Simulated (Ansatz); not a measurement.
# A series in volume scale on TiC

Periodic Kohn-Sham DFT of a crystal at fixed atoms, scaled to volume_scale times the given cell; pressure positive in compression, energy less spherical unpolarised free atoms, largest_vzz the field gradient of largest size among the nuclei. The results are calculated, by Ansatz 0.2.0.

The cell before it is scaled or strained (space group Fm-3m, No. 225):
```
cell vectors (Å)
   0.0000     2.1640     2.1640
   2.1640     0.0000     2.1640
   2.1640     2.1640     0.0000
atoms (fractions of the cell vectors)
Ti  0.00000  0.00000  0.00000
C   0.50000  0.50000  0.50000
```

Settings of every row: method all-electron LAPW; functional PBEsol; relativity scalar; k mesh 14x14x14; filling fermi-dirac; smearing width 0.03 eV; basis error target 0.25 meV/atom; nucleus gaussian.

Atom start moment: 0 on all atoms.

| row | volume scale | V (Å³/atom) | energy less free atoms (eV/atom) | pressure (GPa) |
| --- | --- | --- | --- | --- |
| 1 | 0.94 | 9.526 | -9.3398 | 10.843 |
| 2 | 0.96 | 9.728 | -9.3495 | 4.569 |
| 3 | 0.98 | 9.931 | ? | ? |
| 4 | 0.99 | 10.032 | -9.3501 | -3.711 |
| 5 | 1 | 10.134 | -9.347 | -6.201 |
| 6 | 1.01 | 10.235 | -9.3423 | -8.565 |
| 7 | 1.02 | 10.336 | -9.3362 | -10.811 |
| 8 | 1.04 | 10.539 | -9.3198 | -14.972 |
| 9 | 1.06 | 10.742 | -9.2985 | -18.724 |

Question: what energy less free atoms and pressure should row 3 give?

Worked fit of energy less free atoms. Take u = (V_r/V)^(2/3) − 1 with V_r = 10.184 Å³ an atom, which is twice the finite (Eulerian) strain; such expansions in the strain, on which the Birch-Murnaghan equation of state is built, carry the rest volume and the bulk modulus. The shown rows have u = 0.04553, 0.03101, 0.01008, 0.00329, -0.00332, -0.00983, -0.02258, -0.03494. Least squares give energy less free atoms = −9.34484 − 0.7032 × u + 17.866 × u² eV/atom; a straight line predicts inner rows, each left out in turn, worse (root mean square 0.0094 against 4.3e-05 eV/atom). The rows lie off it by 0.0000, 0.0000, 0.0000, 0.0000, 0.0000, 0.0000, 0.0001, 0.0000. Its lowest point lies at u = 0.0197, or V = 9.891 Å³ an atom, and the curvature there gives the bulk modulus at fixed shape and fractions, B = (4/9)(1 + u)² E″(u)/V = 267 GPa. The withheld row has u = 0.01691, so the fit gives −9.34484 − 0.7032 × (0.01691) + 17.866 × (0.01691)² = -9.3516 eV/atom.

The calculation gave -9.3517 eV/atom. The fit lies 0.0001 eV/atom (0.19 % of the column's range) above it, one unit of the last digit.

Worked fit of pressure. Take u = (V_r/V)^(2/3) − 1 with V_r = 10.184 Å³ an atom, which is twice the finite (Eulerian) strain; such expansions in the strain, on which the Birch-Murnaghan equation of state is built, carry the rest volume and the bulk modulus. The shown rows have u = 0.04553, 0.03101, 0.01008, 0.00329, -0.00332, -0.00983, -0.02258, -0.03494. Least squares give pressure = −7.3965 + 357.117 × u + 948.65 × u² GPa; a straight line predicts inner rows, each left out in turn, worse (root mean square 0.5 against 0.015 GPa). The rows lie off it by 0.013, -0.021, -0.011, 0.010, 0.007, 0.004, 0.005, -0.008 (root mean square 0.011 GPa). The pressure vanishes at u = 0.0197, or V = 9.891 Å³ an atom, and there the bulk modulus at fixed shape and fractions is B = −V dP/dV = (2/3)(1 + u) dP/du = 268 GPa. The withheld row has u = 0.01691, so the fit gives −7.3965 + 357.117 × (0.01691) + 948.65 × (0.01691)² = -1.086 GPa.

The calculation gave -1.091 GPa. The fit lies 0.005 GPa (0.017 % of the column's range) above it; its largest miss of a shown row is 0.021 GPa.
